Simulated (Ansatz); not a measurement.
A series in volume per atom on TaN

All results are calculated (Ansatz 0.2.0). Periodic Kohn-Sham DFT of a crystal at fixed atoms; pressure and stress are positive in compression; the energy is the free energy less that of spherical unpolarised free atoms; site moments are those in the method's own spheres, positive along +z.

Cell of the first row (space group P-6m2, No. 187):
```
TaN
1.0
      2.8780     0.0000     0.0000
     -1.4390     2.4924     0.0000
      0.0000     0.0000     2.8241
Ta N
1 1
Direct
  0.33333 0.66667 0.50000
  0.00000 0.00000 0.00000
```

Settings of every row: method all-electron PAW; functional LDA; relativity scalar; k mesh 12x12x10; filling fermi-dirac; smearing width 0.02 eV; nucleus gaussian.

Atom start moment: 0 on all atoms.

Limits: no spin-orbit coupling on heavy atoms.

| row | volume per atom (Å³) | pressure (GPa) |
| --- | --- | --- |
| 1 | 10.129 | 11.79 |
| 2 | 10.345 | 3.163 |
| 3 | 10.56 | ? |
| 4 | 10.668 | -8.135 |
| 5 | 10.776 | -11.507 |
| 6 | 10.884 | -14.699 |
| 7 | 10.991 | -17.721 |
| 8 | 11.207 | -23.289 |
| 9 | 11.422 | -28.273 |

Question: what pressure should row 3 give?

Worked fit of pressure. Take u = (V_r/V)^(2/3) − 1 with V_r = 10.83 Å³ an atom, which is twice the finite (Eulerian) strain; such expansions in the strain, on which the Birch-Murnaghan equation of state is built, carry the rest volume and the bulk modulus. The shown rows have u = 0.04562, 0.03102, 0.0101, 0.00334, -0.00331, -0.00979, -0.02255, -0.03486. Least squares give pressure = −13.1332 + 482.494 × u + 1393.96 × u² GPa; a straight line predicts inner rows, each left out in turn, worse (root mean square 0.74 against 0.017 GPa). The rows lie off it by 0.011, -0.012, -0.017, -0.001, 0.016, 0.002, 0.016, -0.014 (root mean square 0.013 GPa). The pressure vanishes at u = 0.0254, or V = 10.43 Å³ an atom, and there the bulk modulus at fixed shape and fractions is B = −V dP/dV = (2/3)(1 + u) dP/du = 378 GPa. Letting shape and atoms relax would as a rule lower it, by much in layered, chain or molecular crystals. The withheld row has u = 0.01697, so the fit gives −13.1332 + 482.494 × (0.01697) + 1393.96 × (0.01697)² = -4.544 GPa.

The calculation gave -4.573 GPa. The fit lies 0.029 GPa (0.072 % of the column's range) above it; its largest miss of a shown row is 0.017 GPa.
